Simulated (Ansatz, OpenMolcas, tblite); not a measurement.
SiNH4O2 (SMILES N[Si](O)O): the vertical ionisation energy, rung by rung

SiNH4O2: 8 atoms, total charge 0, spin state doublet. As SMILES, `N[Si](O)O`. The coordinates come from a PBE0-D4/def2-TZVP relaxation. This is one conformer, not always the lowest.

Each level gives the vertical ionisation energy (to the singlet cation) (eV). The values are calculated.

```csv
level,kind,program,value (eV),less CCSD(T)/cc-pVDZ
IPEA1-xTB,semi-empirical,tblite,11.69,+4.67
GFN2-xTB,semi-empirical,tblite,10.79,+3.77
UHF/cc-pVDZ,Hartree–Fock,Ansatz,7.46,+0.44
UPBE/cc-pVDZ,GGA,OpenMolcas,7.02,0.00
U-r2SCAN/cc-pVDZ,meta-GGA,Ansatz,7.30,+0.28
UBHLYP/cc-pVDZ,global hybrid,OpenMolcas,7.50,+0.48
UCAM-B3LYP/cc-pVDZ,range-separated hybrid,Ansatz,7.43,+0.41
UPBE-QIDH/cc-pVDZ,double hybrid,Ansatz,7.41,+0.39
RPA@PBE/cc-pVDZ,RPA,Ansatz,7.01,-0.01
UCCSD(T)/cc-pVDZ,coupled cluster or CI,Ansatz,7.02,0.00
```

UCCSD(T)/cc-pVDZ is the highest level here, not the true value. The values span 7.01 to 11.69 eV. The xTB values lack the empirical shift that such differences need.

Leaving aside the two xTB entries, the values lie between 7.01 and 7.50 eV, a modest ionisation energy for a small molecule. The electron leaves the singly occupied, silicon-centred orbital of a silyl radical, and the resulting silylium cation is stabilised by donation from the nitrogen and oxygen lone pairs into the emptied silicon orbital. Electronegative substituents pull the other way through the σ framework, but π donation offsets this.

UHF lies above UCCSD(T), so correlation lowers the ionisation energy here, probably because it favours the cation with its delocalised lone pairs. UPBE and RPA@PBE nearly coincide with the coupled-cluster value, while the hybrids and the double hybrid lie higher. That agreement for a single molecule in a small basis doesn't establish UPBE as the more reliable functional, since the coupled-cluster value itself may shift as the basis grows. Because silyl radicals are typically pyramidal and silylium ions planar, the adiabatic ionisation energy should be noticeably lower than these vertical values.
